\section*{Free-energy crossing of two polymorphs}

Take a stiff phase $a$ (grey, diamond-structure tin) and a soft phase $b$ (white, metallic tin). All quantities are per atom at zero pressure, $\Delta$ means $b-a$, $k$ is Boltzmann's constant, $x=\hbar\omega/kT$, and $\langle\cdot\rangle$ averages over all modes. With the static lattice energy $E$, the harmonic free energy is $F=E+3kT\langle\ln[2\sinh(x/2)]\rangle$. The product $\sinh y=y\prod_{j\ge1}(1+y^2/j^2\pi^2)$, expanded in the logarithm, gives
\begin{equation}
\ln\left[2\sinh\frac{x}{2}\right]=\ln x+\sum_{p\ge1}\frac{(-1)^{p+1}\zeta(2p)}{p}\left(\frac{x}{2\pi}\right)^{2p}=\ln x+\frac{x^2}{24}-\frac{x^4}{2880}+\frac{x^6}{181440}-\cdots
\label{eq:series}
\end{equation}
for $x<2\pi$. Define $\ln\Omega=\langle\ln\hbar\omega\rangle$ and $\mu_p=\langle(\hbar\omega)^{2p}\rangle$. A Debye spectrum with the same $\Omega$ has the cutoff $k\theta(0)=e^{1/3}\Omega$. The term $\ln x$ alone gives
\begin{equation}
\Delta S=-3k\,\Delta\langle\ln\omega\rangle=3k\ln\frac{\theta_a(0)}{\theta_b(0)},\qquad T_c^{(0)}=\frac{\Delta E}{\Delta S},
\end{equation}
with $\Delta S$ independent of $T$. Equation \eqref{eq:series} has no term linear in $x$, so $\Delta E$ here is the static difference, without zero-point energy. The first quantum correction is $3\,\Delta\mu_1/(24kT)$. It is negative when $b$ has the smaller $\mu_1$, and then lowers $T_c$.

\section*{Three routes and their work}

A cell of $n$ atoms gives a Hermitian dynamical matrix $D(q)$ of order $d=3n$ with eigenvalues $\omega^2$. Each atom couples to $z$ neighbours, so there are $3zd$ real off-site force constants. Their calculation is common to all routes and is not counted. Building $D(q)$ takes four flops per constant, $12zd$.

Route C (classical) needs only $\sum\ln\omega^2=\ln\det D$, which is twice the sum of the logarithms of the diagonal of the Cholesky factor. A step with $j$ rows left updates $j^2/2$ entries at two flops each, and $\sum j^2\to d^3/3$. Complex arithmetic multiplies this by four. We use $u=4d^3/3$ flops as the unit.

Route W$_p$ adds $p$ terms of \eqref{eq:series}. The zone averages of $\mathrm{Tr}\,D$ and $\mathrm{Tr}\,D^2$ are, by Parseval's theorem, the trace of the on-site mass-weighted constants and the sum of squares of all of them. They cost $d$ and about $6zd$ flops once and need no mesh. Orders 3 and 4 need one sparse product, $2(3z)^2d$ flops, and at most about as much again for the traces. The deviation is set by the first omitted term and falls asymptotically by $(\hbar\omega_{\max}/2\pi kT)^2$ per order.

Route E finds all eigenvalues and sums $\ln[2\sinh(x/2)]$ without truncation. Householder reduction spends $2j^2$ flops on a matrix-vector product and $2j^2$ on a symmetric rank-two update per step, four times the Cholesky count, or $4u$. The tridiagonal stage is $O(d^2)$ and is dropped.

For $N_q$ wave vectors the work per phase is
\begin{equation}
W_{\rm C}=N_q\left(1+\frac{9z}{d^2}\right)u,\qquad W_{{\rm W}_2}=W_{\rm C}+\frac{9z}{2d^2}u,\qquad W_{\rm E}=N_q\left(4+\frac{9z}{d^2}\right)u .
\end{equation}
Memory is $d^2$ complex numbers for every route, independent of $N_q$. Enlarging the cell by a factor $M$ instead of refining the mesh raises the work as $M^3$ and the memory as $M^2$. We price each wave vector as a 64-atom cell with five diamond-lattice shells: $d=192$, $z=46$, 36864 complex numbers, build $0.011u$, second-order moment $0.006u$, sparse product $0.77u$.

\section*{A solvable model}

Let every branch follow a chain with first- and second-neighbour springs in the ratio $(1-r)^2:r$, with $q$ the phase per site:
\begin{equation}
(\hbar\omega)^2=\Omega^2|1-e^{iq}|^2|1+re^{iq}|^2=\Omega^2\left[2(1-r+r^2)-2(1-r)^2\cos q-2r\cos2q\right].
\end{equation}
For $|r|<1$ both moduli have zero mean logarithm, so $\Omega$ is the geometric mean. The chain supplies the deviations and the 64-atom cell supplies the prices, with $N_q=M$.

The assumed inputs are $\Omega_a=12$ meV, $r_a=0$, $\Omega_b=9.2$ meV, $r_b=0.5$ and $\Delta E=20.5$ meV. The frequencies were chosen to resemble typical tin spectra, and $\Delta E$ was chosen to put the crossing near the typical transition temperature of 286 K, so the model predicts nothing about that value. They give $\theta(0)=194$ K and 149 K, top energies of 24 and 14.6 meV, and $s=\Delta S/k=3\ln(12/9.2)=0.7971$. The series converges above 44 K, and the ratio per order is 0.024 at the crossing.

The moment $\mu_p/\Omega^{2p}$ is the constant Fourier term of the $p$-th power of the bracket: $2, 6, 20, 70$ for $a$ and $1.5, 2.875, 6, 13.148$ for $b$. With $t=kT$ in meV,
\begin{equation}
\Delta F=20.5-0.7971\,t-\frac{20.13}{t}+\frac{108.15}{t^3}-\frac{927.3}{t^5}+\frac{9122}{t^7}-\cdots
\end{equation}
With unrounded coefficients, the low-temperature-phase boundary $\Delta F=0$ lies at 298.444, 286.577, 286.686 and 286.685 K for $p=0,1,2,3$, and further terms leave $T^*=286.685$ K unchanged. These digits belong to the model. The slope there is $|\partial\Delta F/\partial T|=0.066$ meV/K.

On the shifted mesh $q_j=2\pi(j+\tfrac12)/M$ each $e^{iq_j}$ is a root of $w^M=-1$, so $\prod_j(1+re^{iq_j})=1+(-r)^M$. Setting $r=-1$ treats the acoustic factor, and
\begin{equation}
\langle\ln\hbar\omega\rangle_M=\ln\Omega+\frac{\ln2}{M}+\epsilon_M,\qquad \epsilon_M=\frac{\ln[1+(-r)^M]}{M}.
\end{equation}
With equal $M$ in both phases $\ln2/M$ cancels, and $T_c$ shifts by about $3kT^*\epsilon_M/|\partial\Delta F/\partial T|$, which falls as $r^M/M$ and equals 0.55 K at $M=8$. Meshes of 8 and 12 points in the two phases would leave 2.1 meV, or 32 K. The table lists $T_c-T^*$ in K and the work per phase in $u$. Routes C and W$_1$ cost $0.006u$ less than W$_2$.

\begin{center}
\begin{tabular}{r|rrrr|rr}
$M$ & C & W$_1$ & W$_2$ & E & work W$_2$ & work E\\ \hline
4 & 29.8 & 18.0 & 18.1 & 18.1 & 4.1 & 16.0\\
6 & 14.7 & 2.8 & 2.9 & 2.9 & 6.1 & 24.1\\
8 & 12.3 & 0.44 & 0.55 & 0.55 & 8.1 & 32.1\\
12 & 11.8 & $-0.085$ & 0.024 & 0.023 & 12.1 & 48.1\\
16 & 11.8 & $-0.11$ & 0.0026 & 0.0011 & 16.2 & 64.2\\
$\infty$ & 11.8 & $-0.11$ & 0.0015 & 0 & &\\
\end{tabular}
\end{center}

\section*{Choosing}

Route C converges to a deviation of 11.8 K, lies above it on every even mesh and saves almost nothing. On odd meshes $\epsilon_M$ is negative and works against the missing quantum shift, so C gives 4.8 K at $M=5$ and 10.5 K at $M=7$ by cancellation alone. Among the tabulated rows, 5 K needs $M=6$ ($6.1u$) and 1 K needs $M=8$ ($8.1u$), with W$_1$ or W$_2$. For 0.1 K take W$_2$ at $M=12$ ($12.1u$). W$_1$ passes there only because its truncation and mesh deviations have opposite signs. Route E meets each target on the same mesh at about four times the work. Below the 0.0015 K floor of W$_2$ the table offers only E, but W$_4$, whose floor lies under $10^{-5}$ K, matches E on any tabulated mesh from $M=12$ up for less than $2u$ on top of $W_{\rm C}$.

A budget of $10u$ buys $M=8$ with moments (0.55 K for W$_2$, and 0.44 K for W$_1$ by the same cancellation) and no tabulated row of E. With $17u$, W$_2$ reaches 0.0026 K and E reaches 18.1 K. With $65u$, E at 0.0011 K is the best tabulated entry.

Two changes move these choices. Multiplying all frequencies by four, to a top energy of 96 meV typical of stiff oxides, multiplies the first term omitted in W$_2$ by $4^6$, to 0.42 meV at 286 K, and raises the ratio per order to 0.38. Higher moments or E are then needed, and E alone works below $\hbar\omega_{\max}/2\pi k$. In three dimensions $N_q=M^3$. Near $\Gamma$ the acoustic term is $\ln[c(\hat q)q]$. Rescaling the mesh adds a constant to it, which the shifted mesh averages exactly, so the points near $\Gamma$ keep a fixed deviation at weight $1/N_q$. Its coefficient depends on the elastic anisotropy and the mesh geometry and need not cancel between phases, so convergence in $1/N_q$ must be tested at equal $nN_q$. For primitive cells of a few atoms the build term $9z/d^2$ dominates, the factor of four disappears and E costs little more than C.

\section*{What the harmonic model omits}

In real tin three effects are of the same order as the 11.8 K quantum shift. At the model slope, 1 meV in $\Delta E$ moves $T_c$ by 15 K. Conduction electrons of white tin add $-\gamma T^2/2$, with $\gamma$ the band value, since the electron--phonon enhancement $1+\lambda$ of the low-temperature coefficient has died out at about twice $\theta_b(0)$. A typical calorimetric 1.8 mJ/(mol K$^2$) and a typical $\lambda=0.7$ give $\gamma=1.06$ mJ/(mol K$^2$), hence $-0.45$ meV at 286 K, which lowers $T_c$ by about 7 K. If the frequencies refer to the static volume, a thermal pressure $P=\alpha_VBT$ relaxes the cell and adds $-P^2V/2B=-\alpha_V^2BVT^2/2$. Typical values ($\alpha_V=7\times10^{-5}$ K$^{-1}$, $B=55$ GPa, $V=27$ \AA$^3$ for white tin; $1.6\times10^{-5}$ K$^{-1}$, 50 GPa, 34 \AA$^3$ for grey) give $-1.9$ and $-0.1$ meV, a lowering by more than 20 K. Numerical accuracy beyond 1 K therefore buys nothing for tin, W$_2$ on the 1 K mesh suffices, and the work saved is better spent repeating it at several volumes.